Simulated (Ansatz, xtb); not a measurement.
## Two isomers of C4H8FNSi

We compare I, `FC1=CC[SiH2]NC1`, a singlet, with II, `C#C[Si@](C)(F)NC`, a singlet. Both are isolated molecules in the gas phase, relaxed with PBE0-D3(BJ)/def2-SVP; the shapes shown needn't be the lowest conformers.

I (Å):

```xyz
15

C     0.8433   -0.3503   -2.1764
C     1.5368   -0.3169   -1.0364
C     1.0983    0.3451    0.2389
C    -0.5007    0.2128   -2.5097
F     1.3664   -0.9659   -3.2475
N    -1.1543    0.8552   -1.3994
Si   -0.7738    0.5141    0.2576
H     2.5126   -0.8141   -1.0634
H     1.5674    1.3401    0.3438
H     1.4379   -0.2455    1.1055
H    -1.2774    1.6484    1.0896
H    -1.3702   -0.7509    0.8070
H    -2.0441    1.2717   -1.6425
H    -0.3456    0.9249   -3.3441
H    -1.0874   -0.6247   -2.9435
```

II (Å):

| atom | x (Å) | y (Å) | z (Å) |
| --- | --- | --- | --- |
| C | -1.4450 | 1.1137 | 0.1924 |
| C | -0.3762 | 0.9200 | -0.3560 |
| C | 1.1064 | 0.9423 | -3.0518 |
| C | 2.5577 | 1.9333 | 0.8930 |
| F | 1.5409 | -0.9420 | -1.0146 |
| N | 2.3934 | 1.6596 | -0.5155 |
| Si | 1.2168 | 0.6472 | -1.2246 |
| H | -2.3896 | 1.2827 | 0.6786 |
| H | 0.3904 | 0.2417 | -3.5065 |
| H | 2.0833 | 0.7835 | -3.5352 |
| H | 0.7732 | 1.9684 | -3.2659 |
| H | 3.1849 | 1.9298 | -1.0887 |
| H | 3.3562 | 1.3324 | 1.3651 |
| H | 1.6204 | 1.7088 | 1.4240 |
| H | 2.7826 | 2.9978 | 1.0750 |

Q: Which of the two would you expect CCSD(T)/def2-SVP + ΔMP2/def2-TZVPP electronic energies to favour?

A: Structure II; the calculation gives E(II) − E(I) = −165.6 kJ/mol.

How the difference moves with the method:

```tsv
level	geometry	E(II) − E(I) (kJ/mol)	departure from the last row (kJ/mol)	job, with rough time for the two
GFN2-xTB	GFN2-xTB	+10.5	+176.1	optimisation, 0.31 s
HF/STO-3G	GFN2-xTB	+39.3	+204.9	single point, 0.34 s
r2SCAN-D4/def2-SVP	GFN2-xTB	−112.6	+53.0	single point, 3.8 s
PBE0-D3(BJ)/def2-SVP	PBE0-D3(BJ)/def2-SVP	−84.4	+81.2	optimisation, 99 s
HF/def2-SVP	PBE0-D3(BJ)/def2-SVP	−142.3	+23.3	part of the CCSD(T) run
MP2/def2-SVP	PBE0-D3(BJ)/def2-SVP	−147.0	+18.6	part of the CCSD(T) run
CCSD(T)/def2-SVP	PBE0-D3(BJ)/def2-SVP	−130.1	+35.5	single point
CCSD(T)/def2-SVP + ΔMP2/def2-TZVPP	PBE0-D3(BJ)/def2-SVP	−165.6		single point, 64 s
```

As drawn, II has 1 C≡C, 1 C–Si, 1 F–Si, 2 C–H in place of 1 C–F, 1 C=C, 2 C–C, 2 Si–H. Structure I has a 6-membered ring, II no ring.

GFN2-xTB, HF/STO-3G put the two in the other order. The largest departure from CCSD(T)/def2-SVP + ΔMP2/def2-TZVPP is that of HF/STO-3G, 204.9 kJ/mol. The last row adds to CCSD(T) the change of the MP2 difference between the two basis sets, here −35.5 kJ/mol, a large step that makes the value less sure.

With thermal terms from frequencies at re-optimised GFN2-xTB minima (ideal gas, soft modes damped towards free rotors, one conformer each, 298.15 K, 1 atm): the zero-point term adds +1.1 kJ/mol; ΔH is −156.5 and ΔG −175.5 kJ/mol.

The correlated steps freeze 11 core orbitals. Mirror images aren't counted in ΔG. Run with Ansatz 0.2.0, xtb 6.7.1; the last row on 4 threads of Arm Neoverse V1 on a shared host.

The preference for II comes chiefly from moving fluorine from carbon to silicon. The Si–F bond is among the strongest single bonds, owing to its large ionic character and some donation from fluorine lone pairs into silicon-centred σ* orbitals. Replacing Si–H by C–H bonds helps too, and together these gains outweigh the cost of forming an alkyne at the expense of C–C bonding. Ring strain is probably minor, since a six-membered ring with one double bond is nearly strain-free. Opening the ring also frees softer torsions, consistent with ΔG favouring II more than ΔH does.

Hartree–Fock already gives the right order with def2-SVP but not with STO-3G, so the reversal there points to the minimal basis, which lacks the flexibility and silicon d functions needed for polar Si–F bonding, rather than to missing correlation. The further shift towards II in the larger basis fits the same picture. The energies establish a thermodynamic preference between these two structures, but say nothing about the barrier to converting I into II.
